\section*{Appendix: Volume--entropy fluctuations and response functions at a density maximum}

\subsection*{Premises and notation}

(i) The sample holds a fixed number $N$ of molecules or formula units of one component and exchanges energy and volume with a reservoir at temperature $T$ and pressure $P$; $\beta=1/kT$, with $k$ the Boltzmann constant. (ii) It is a single fluid phase that supports no static shear stress and explores all its states within the time of observation; for a supercooled liquid the states are restricted to those of the liquid. (iii) Its density of states $\Omega(E,V)$ does not depend on $T$ or $P$. (iv) Where orders in $N$ are quoted, the correlation length is small against the sample size, so that all cumulants of $E$ and $V$ are proportional to $N$.

The joint probability density of energy and volume is
\begin{equation}
p(E,V)=\frac{\Omega(E,V)\,e^{-\beta\mathcal H}}{V_0\,\Delta},\qquad
\Delta=\int\!\frac{dV}{V_0}\int\! dE\,\Omega\,e^{-\beta\mathcal H},\qquad \mathcal H=E+PV,
\label{eq:p}
\end{equation}
where $V_0$ is a constant volume unit and $\mathcal H$ the instantaneous enthalpy. For any $A$, $\delta A=A-\langle A\rangle$. Thermodynamic functions are defined from $G=-kT\ln\Delta$. Differentiating (\ref{eq:p}) gives $(\partial G/\partial P)_T=\langle V\rangle$ and $(\partial\beta G/\partial\beta)_P=\langle\mathcal H\rangle$. With $\bar S=-(\partial G/\partial T)_P$ the second relation reads $\langle\mathcal H\rangle=G+T\bar S$, whence $(\partial\langle\mathcal H\rangle/\partial T)_P=T(\partial\bar S/\partial T)_P$. Writing $\bar V=\langle V\rangle$, the response functions are
\begin{equation}
\alpha=\frac1{\bar V}\Big(\frac{\partial\bar V}{\partial T}\Big)_{P},\quad
\kappa_X=-\frac1{\bar V}\Big(\frac{\partial\bar V}{\partial P}\Big)_{X},\quad
C_Y=T\Big(\frac{\partial\bar S}{\partial T}\Big)_{Y},
\label{eq:def}
\end{equation}
with $X=T$ or $\bar S$ (written $\kappa_T,\kappa_S$) and $Y=P$ or $\bar V$ (written $C_P,C_V$). Heat capacities are extensive, for the whole sample.

\subsection*{Exact second moments}

Let $A(E,V)$ carry no explicit dependence on the variable being changed. In $\langle A\rangle=\int A\,\Omega e^{-\beta\mathcal H}/\int\Omega e^{-\beta\mathcal H}$ a derivative acts on the numerator, bringing down a factor inside the average, and on the denominator, bringing down the product of the averages. Hence
\begin{equation}
\Big(\frac{\partial\langle A\rangle}{\partial P}\Big)_T=-\beta\langle\delta A\,\delta V\rangle,\qquad
\Big(\frac{\partial\langle A\rangle}{\partial T}\Big)_P=\frac{\langle\delta A\,\delta\mathcal H\rangle}{kT^2},
\label{eq:gen}
\end{equation}
the second using $d\beta/dT=-1/kT^2$. Put $A=V$ in both relations and $A=\mathcal H$, which does not depend on $T$ explicitly, in the second:
\begin{equation}
\langle\delta V^2\rangle=kT\bar V\kappa_T,\quad
\langle\delta V\delta\mathcal H\rangle=kT^2\bar V\alpha,\quad
\langle\delta\mathcal H^2\rangle=kT^2C_P .
\label{eq:H}
\end{equation}
These hold for any $N$ and need only premises (i)--(iii). In a classical system of $n$ atoms the kinetic energy is statistically independent of positions and volume. It therefore drops out of $\langle\delta V\delta\mathcal H\rangle$ and adds its own variance, $\tfrac32n(kT)^2$, to $\langle\delta\mathcal H^2\rangle$.

\subsection*{The fluctuating entropy}

Entropy is not a function of the microstate, so its fluctuation needs a definition. Assign to the macrostate $(E,V)$ the Boltzmann entropy $S_B=k\ln(\Omega\,\epsilon)$, with $\epsilon$ a fixed energy width. By (\ref{eq:p}),
\begin{equation}
S_B=\mathcal H/T+k\ln p+\text{const}.
\label{eq:SB}
\end{equation}
Under premise (iv) $\delta\mathcal H$ is of order $N^{1/2}$, while $\ln p$ varies only by order one across the peak of $p$. To leading order, then,
\begin{equation}
\delta S\equiv\frac{\delta\mathcal H}{T}=\frac{\delta E+P\,\delta V}{T},
\label{eq:dS}
\end{equation}
which is the linear term of $S_B$ about the most probable state, where $\partial S_B/\partial E=1/T$ and $\partial S_B/\partial V=P/T$. It is also minus the entropy change of the reservoir. Equation (\ref{eq:dS}) is adopted as the definition, and the difference from $\delta S_B$ is computed below. Dividing (\ref{eq:H}) by powers of $T$,
\begin{equation}
\langle\delta V^2\rangle=kT\bar V\kappa_T,\qquad
\langle\delta V\delta S\rangle=kT\bar V\alpha,\qquad
\langle\delta S^2\rangle=kC_P .
\label{eq:main}
\end{equation}
In terms of the second derivatives of $G$ the three moments are $-kTG_{PP}$, $+kTG_{TP}$ and $-kTG_{TT}$. The variances cannot be negative, so $\kappa_T\ge0$ and $C_P\ge0$. The covariance has no such constraint, and its sign is that of $\alpha$: for $\alpha>0$ a spontaneous swelling goes, on average, with a gain of entropy, and for $\alpha<0$ with a loss. The latter is the case in tetrahedral network liquids such as water and silica below their density maxima, where the usual structural reading is that the more ordered, lower-enthalpy local arrangements are the more open ones. That reading is an interpretation; the sign rule itself follows from (\ref{eq:main}) alone.

\subsection*{Differences of response functions}

Since $G_{TP}=G_{PT}$, $(\partial\bar S/\partial P)_T=-(\partial\bar V/\partial T)_P=-\bar V\alpha$, and the differentials are
\begin{equation}
d\bar V=\bar V\alpha\,dT-\bar V\kappa_T\,dP,\qquad d\bar S=\frac{C_P}{T}\,dT-\bar V\alpha\,dP .
\label{eq:diff}
\end{equation}
Setting $d\bar V=0$ gives $(\partial P/\partial T)_V=\alpha/\kappa_T$. Inserting this in $d\bar S$ and multiplying by $T/dT$,
\begin{equation}
C_P-C_V=\frac{T\bar V\alpha^2}{\kappa_T}.
\label{eq:C}
\end{equation}
Setting $d\bar S=0$ gives $(\partial T/\partial P)_S=T\bar V\alpha/C_P$. Inserting this in $d\bar V$ and multiplying by $-1/(\bar V\,dP)$,
\begin{equation}
\kappa_T-\kappa_S=\frac{T\bar V\alpha^2}{C_P}.
\label{eq:K}
\end{equation}
The correlation coefficient of volume and entropy follows from (\ref{eq:main}):
\begin{equation}
r=\frac{\langle\delta V\delta S\rangle}{\sqrt{\langle\delta V^2\rangle\langle\delta S^2\rangle}}=\alpha\sqrt{\frac{T\bar V}{\kappa_TC_P}} .
\label{eq:r}
\end{equation}
Dividing (\ref{eq:C}) by $C_P$ and (\ref{eq:K}) by $\kappa_T$ yields the same right-hand side, $r^2$:
\begin{equation}
\frac{C_V}{C_P}=\frac{\kappa_S}{\kappa_T}=1-r^2,\qquad \gamma-1=\frac{r^2}{1-r^2},\qquad\gamma\equiv\frac{C_P}{C_V}.
\label{eq:ratio}
\end{equation}
The Cauchy--Schwarz inequality $r^2\le1$ thus gives $C_V\ge0$ and $\kappa_S\ge0$. Both $r$ and $\gamma$ are intensive.

Equation (\ref{eq:ratio}) has a statistical meaning. Write $\delta V=a\,\delta S+\eta$ and choose $a$ so that $\langle\eta\,\delta S\rangle=0$. Then $a=\langle\delta V\delta S\rangle/\langle\delta S^2\rangle=T\bar V\alpha/C_P$, which by (\ref{eq:diff}) at $dP=0$ is $(\partial\bar V/\partial\bar S)_P$, and
\begin{equation}
\langle\eta^2\rangle=\langle\delta V^2\rangle(1-r^2)=kT\bar V\kappa_S .
\end{equation}
Exchanging the roles of $V$ and $S$, the part of $\delta S$ uncorrelated with $\delta V$ has variance $kC_P(1-r^2)=kC_V$. To leading order in $N$ the distribution is Gaussian and these residual variances are the conditional ones: $\kappa_S$ measures the volume fluctuation left when the entropy is known, and $C_V$ the entropy fluctuation left when the volume is known. The volume variance splits into an isobaric, entropy-driven fraction $r^2$ and an adiabatic fraction $1-r^2$, in the ratio $\gamma-1$.

\subsection*{The density maximum}

At fixed $N$ and $P$ the density $N/\bar V$ has a smooth maximum at $T_m$ when $\alpha(T_m)=0$ and $\alpha'\equiv(\partial\alpha/\partial T)_P>0$. Provided $\kappa_T$ and $C_P$ are finite and nonzero there, (\ref{eq:main})--(\ref{eq:ratio}) give
\begin{equation}
\langle\delta V\delta S\rangle=0,\qquad C_P=C_V,\qquad\kappa_T=\kappa_S,\qquad\gamma=1\qquad(T=T_m),
\label{eq:tmd}
\end{equation}
and also $(\partial T/\partial P)_S=0$ and $(\partial P/\partial T)_V=0$. Knowing the entropy tells nothing, at linear order, about the volume, so fixing one does not reduce the variance of the other. Conversely, for $T>0$ and finite $\kappa_T$ and $C_P$, any one statement in (\ref{eq:tmd}) implies $\alpha=0$. None of them involves the sign of $\alpha'$, so they hold equally at a density minimum.

Near $T_m$, $\alpha=\alpha'\tau+O(\tau^2)$ with $\tau=T-T_m$. The covariance and $r$ change sign linearly in $\tau$, whereas
\begin{equation}
C_P-C_V\simeq\frac{T\bar V\alpha'^2}{\kappa_T}\tau^2,\qquad \kappa_T-\kappa_S\simeq\frac{T\bar V\alpha'^2}{C_P}\tau^2 .
\end{equation}
Along the isobar the curves $C_P$ and $C_V$ touch without crossing, as do $\kappa_T$ and $\kappa_S$. On the isochore, $(\partial/\partial T)_V=(\partial/\partial T)_P+(\alpha/\kappa_T)(\partial/\partial P)_T$; applied to $\alpha/\kappa_T$ at $\alpha=0$ this leaves $(\partial^2P/\partial T^2)_V=\alpha'/\kappa_T>0$, so the pressure has a minimum there.

Uncorrelated does not mean independent. Differentiating $\langle V\mathcal H\rangle-\langle V\rangle\langle\mathcal H\rangle$ term by term with (\ref{eq:gen}) and collecting gives the third central moment,
\begin{equation}
\langle\delta V\delta\mathcal H^2\rangle=kT^2\frac{\partial}{\partial T}\big(kT^2\bar V\alpha\big)_P=k^2T^3\bar V\big[2\alpha+T(\alpha'+\alpha^2)\big],
\end{equation}
where $\partial(\bar V\alpha)/\partial T=\bar V(\alpha'+\alpha^2)$. At $T_m$,
\begin{equation}
\langle\delta V\delta S^2\rangle=k^2T_m^2\bar V\alpha'>0 .
\label{eq:third}
\end{equation}
Large entropy excursions, whatever their sign, go on average with a larger volume, and this moment distinguishes a maximum from a minimum. Divided by $\langle\delta V^2\rangle^{1/2}\langle\delta S^2\rangle$ it is of order $N^{-1/2}$.

\subsection*{Size of the term dropped from the entropy}

Since the leading covariance vanishes at $T_m$, the term $k\ln p$ in (\ref{eq:SB}) is all that remains of $\langle\delta V\delta S_B\rangle$ there. From (\ref{eq:p}), $(\partial p/\partial P)_T=-\beta\,\delta V\,p$, and $\int\partial p/\partial P=0$ by normalisation, so
\begin{equation}
\frac{\partial}{\partial P}\int p\ln p\,dE\,dV=-\beta\langle\delta V\ln p\rangle .
\end{equation}
For a two-variable Gaussian with covariance determinant $D$, $\langle\ln p\rangle=-\ln(2\pi e)-\tfrac12\ln D$; non-Gaussian corrections begin with the square of the normalised third cumulants and are $O(1/N)$. The map $(E,V)\to(\mathcal H,V)$ has unit determinant, so $D=\langle\delta\mathcal H^2\rangle\langle\delta V^2\rangle(1-r^2)=k^2T^3\bar V\kappa_TC_V$. Therefore
\begin{equation}
\langle\delta V\delta S_B\rangle=kT\bar V\alpha+\frac{k^2T}{2}\Big(\frac{\partial\ln(\bar V\kappa_TC_V)}{\partial P}\Big)_T+O(1/N).
\label{eq:corr}
\end{equation}
The correction is of order $N^0$ against $N$. For the classical ideal gas, where $p\propto V^Ne^{-\beta PV}$ times a function of $E$, one has $\bar V\kappa_T\propto P^{-2}$ and the correction is $-k^2T/P$; direct integration gives the same value for every $N$. At $T_m$ the three logarithmic derivatives are $-\kappa_T$ from $\bar V$; $-K'\kappa_T$ from $\kappa_T=1/K_T$, with $K'=(\partial K_T/\partial P)_T$; and $-T\bar V\alpha'/C_P$ from $C_V$. The last holds because $(\partial C_P/\partial P)_T=-T(\partial^2\bar V/\partial T^2)_P=-T\bar V\alpha'$ at $\alpha=0$, while the right side of (\ref{eq:C}), quadratic in $\alpha$, has zero first derivative. With $v=\bar V/N$ and $\chi=kT\kappa_T/v$,
\begin{equation}
\frac{\langle\delta V\delta S_B\rangle}{kv}\simeq NT\alpha'\tau-\frac{\chi b}{2},\qquad b=1+K'+\frac{T\bar V\alpha'}{C_P\kappa_T}.
\label{eq:shift}
\end{equation}
The zero of this covariance lies at $\tau_0=\chi b/(2NT_m\alpha')$. The covariance built on (\ref{eq:dS}) has no such shift: it vanishes exactly where the sample's own $\alpha$ does.

\subsection*{Range of validity}

\emph{Ensemble.} Equation (\ref{eq:main}) refers to a fixed amount of matter. In an open region of fixed volume $V$, with number density $\rho$, chemical potential $\mu$ and entropy per particle $s$, define $T\delta S=\delta E-\mu\,\delta N$. The argument that led to (\ref{eq:gen}) gives $\langle\delta N^2\rangle=kTV(\partial\rho/\partial\mu)_T$ and $\langle\delta N\delta S\rangle=kTV(\partial\rho/\partial T)_\mu$. The Gibbs--Duhem relation $dP=\rho s\,dT+\rho\,d\mu$ turns these into $kTV\rho^2\kappa_T$ and $kTV(\rho^2\kappa_Ts-\rho\alpha)$, so that
\begin{equation}
\langle\delta N\,(\delta S-s\,\delta N)\rangle=-kTV\rho\,\alpha .
\end{equation}
What decouples from the density at $T_m$ is the entropy fluctuation in excess of that carried in by the extra particles, not the total entropy of the region. Mixtures obey (\ref{eq:main}) at fixed composition.

\emph{Sample size.} Equations (\ref{eq:H})--(\ref{eq:third}) are exact for the functions defined from $G$, apart from the reading of residual variances as conditional ones. For finite $N$ the $C_V$ so defined differs from the canonical one by a term of order $N^0$, and the response functions of a small periodic cell need not equal the bulk ones. Identifying $\delta S$ with $\delta S_B$ requires premise (iv), which fails near a critical point, a spinodal or phase coexistence. There $\kappa_T$ and $C_P$ may diverge and the limits in (\ref{eq:tmd}) must be examined separately.

\emph{Time scale.} All response functions are the fully relaxed ones. A probe faster than the structural relaxation time $\tau_s$ sees a solid with frozen structure and finite shear modulus. The compressibility it returns is not the $\kappa_S$ of (\ref{eq:K}), and it stays below $\kappa_T$ at $T_m$. Below the glass transition the structural fluctuations are frozen in and (\ref{eq:main}) does not apply to them.

\subsection*{Illustration: liquid silica near 1820 K}

One SiO$_2$ unit is taken as the particle, since the stoichiometry of the sample is fixed. The inputs at ambient pressure are approximate: $T_m=1820$ K; density 2.20 g cm$^{-3}$ and molar mass 60.08 g mol$^{-1}$, so $V_m=27.3$ cm$^3$ mol$^{-1}$ and $v=45.3$ \AA$^3$; $C_{P,m}=81$ J mol$^{-1}$ K$^{-1}$, or $9.7\,k$ per unit; relaxed $\kappa_T=0.07$ GPa$^{-1}$. The curvature $\alpha'=2\times10^{-8}$ K$^{-2}$ is illustrative. Integrating $\alpha=\alpha'\tau$ gives $\ln[\bar V/\bar V(T_m)]=\alpha'\tau^2/2$, a density lower by 0.09\% at 1520 K. $V_m$, $C_{P,m}$ and $\kappa_T$ are held constant. The whole range lies between the glass transition, roughly 1470 K, and the melting point of cristobalite, roughly 2000 K, so the liquid is supercooled and premise (ii) is used in its restricted form.

At $T_m$, $\chi=RT_m\kappa_T/V_m=0.039$. For $N=1000$ units ($\bar V=45.3$ nm$^3$) the relative volume fluctuation is $(\chi/N)^{1/2}=0.62\%$, or 0.28 nm$^3$, and $\langle\delta S^2\rangle^{1/2}=k(NC_{P,m}/R)^{1/2}=99\,k$. The two are uncorrelated, and the normalised third moment from (\ref{eq:third}) is $1.1\times10^{-3}$. Away from $T_m$, where every entry below vanishes, (\ref{eq:main}), (\ref{eq:C}) and (\ref{eq:r}) give, with $\langle\delta V\delta S\rangle/(Nkv)=T\alpha$:
\begin{center}
\begin{tabular}{cccccc}
\hline
$T$/K & $10^6\alpha$/K$^{-1}$ & $10^3T\alpha$ & $10^3r$ & $C_P-C_V$ (mJ mol$^{-1}$K$^{-1}$) & $10^5(1-\kappa_S/\kappa_T)$\\
\hline
1520 & $-6$ & $-9.1$ & $-16$ & 21 & 26\\
1670 & $-3$ & $-5.0$ & $-8.5$ & 5.9 & 7.2\\
1970 & $3$ & $5.9$ & $9.2$ & 6.9 & 8.5\\
\hline
\end{tabular}
\end{center}
At 1520 K, $\kappa_T-\kappa_S=1.8\times10^{-5}$ GPa$^{-1}$. The sample correlation of $M$ independent, nearly uncorrelated Gaussian pairs has standard deviation close to $M^{-1/2}$, so even the sign of $r$ at that temperature needs $M$ well above $1/r^2=3.8\times10^3$.

Two neglected effects compete with these small numbers. In (\ref{eq:shift}) the last term of $b$ is 0.18 and $\tau_0=5.3\times10^2\,b/N$ K. The value of $K'$ is left open; for an assumed $|b|=10$ and $N=1000$ the residual covariance at $T_m$ has magnitude $0.19\,kv$ and the zero moves by 5 K. The second effect is much larger. A typical viscosity of $10^8$ Pa s near $T_m$ and a high-frequency shear modulus of about 30 GPa give a Maxwell time, their ratio, of $\tau_s\approx3$ ms. Ultrasonic and Brillouin frequencies, and molecular-dynamics run times, are then on the frozen side. With an unrelaxed bulk compressibility of about 0.025 GPa$^{-1}$ the relaxational part is 0.045 GPa$^{-1}$, more than a thousand times the largest $\kappa_T-\kappa_S$ above. A gap between the static and the acoustic compressibility of silica at $T_m$ therefore reflects structural relaxation and does not conflict with (\ref{eq:tmd}).

The numbers are those of the model. The density, $C_{P,m}$ and $\kappa_T$ were chosen to reproduce typical behaviour of the liquid, and $\alpha'$ so that the density changes by the typical order of 0.1\% over a few hundred kelvin. The maximum is shallow, and $\alpha'$ may be off by a factor of a few in either direction; $r$ scales as $\alpha'$ and the two differences as $\alpha'^2$, so a factor of 3 in $\alpha'$ is a factor of 9 in the last two columns. Even with that increase the model's $C_P$ and $C_V$, and its $\kappa_T$ and $\kappa_S$, differ by less than 0.3\% from 1520 to 1970 K.